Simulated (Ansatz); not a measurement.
## Redistribution: SiH2(CH3)Br + SiH2(SiH3)F → SiH2(CH3)F + SiH2(SiH3)Br

Species: SiH2(CH3)Br, singlet; SiH2(SiH3)F, singlet; SiH2(CH3)F, singlet; SiH2(SiH3)Br, singlet. The partners trade Br for F; both sit on Si, so the bond types are kept.

Shapes, held fixed at every level: PBE0-D4/def2-TZVP. Programs: Ansatz 0.2.0. The zero-point and thermal change to 298 K, harmonic and unscaled (PBE0-D4/def2-TZVP), is 0.0 kJ/mol.

Task: Estimate ΔH(298 K) of this reaction.

Result: The highest level, CCSD(T)/def2-TZVPP, gives ΔH(298 K) = -10.5 kJ/mol; the levels span -12.3 to -9.9. The column of differences is taken from that level and isn't an error. No measured value is set beside it here. Relativity is left out for Br unless named. Correlated rows may include outer-core shells of Br, which these sets cover unevenly.

```
                level                   kind  ΔH(298 K) (kJ/mol)  less CCSD(T)/def2-TZVPP
          HF/def2-SVP           Hartree–Fock               -10.7                     -0.2
  B3LYP-D4/def2-TZVPP          global hybrid                -9.9                     +0.6
   PBE0-D4/def2-TZVPP          global hybrid               -10.3                     +0.2
r2SCAN0-D4/def2-TZVPP          global hybrid               -10.9                     -0.4
         MP2/def2-SVP    perturbation theory               -12.3                     -1.8
      CCSD/def2-TZVPP  coupled cluster or CI               -10.4                     +0.1
   CCSD(T)/def2-TZVPP  coupled cluster or CI               -10.5                      0.0
```

The exchange is modestly exothermic at every level, so fluorine favours the silicon bearing methyl and bromine the one bearing silyl, relative to the reverse pairing. With a thermal correction of 0.0 kJ/mol, the preference is essentially electronic. Its likely origin is bond polarity: carbon is more electronegative than silicon, so methyl leaves the central silicon more positive than silyl does. That strengthens the strongly polar Si–F bond more than the less polar, more covalent Si–Br bond.

Hartree–Fock already gives -10.7 kJ/mol, which suggests that the preference doesn't depend on differential correlation, as expected when the bond types are conserved and much of the correlation energy cancels. The step from CCSD to CCSD(T) is likewise very small. MP2 gives the most exothermic value, though its smaller basis prevents assigning the shift to the perturbative treatment alone. The reaction enthalpy fixes only the difference between the two halogens' preferences, not how much each contributes.
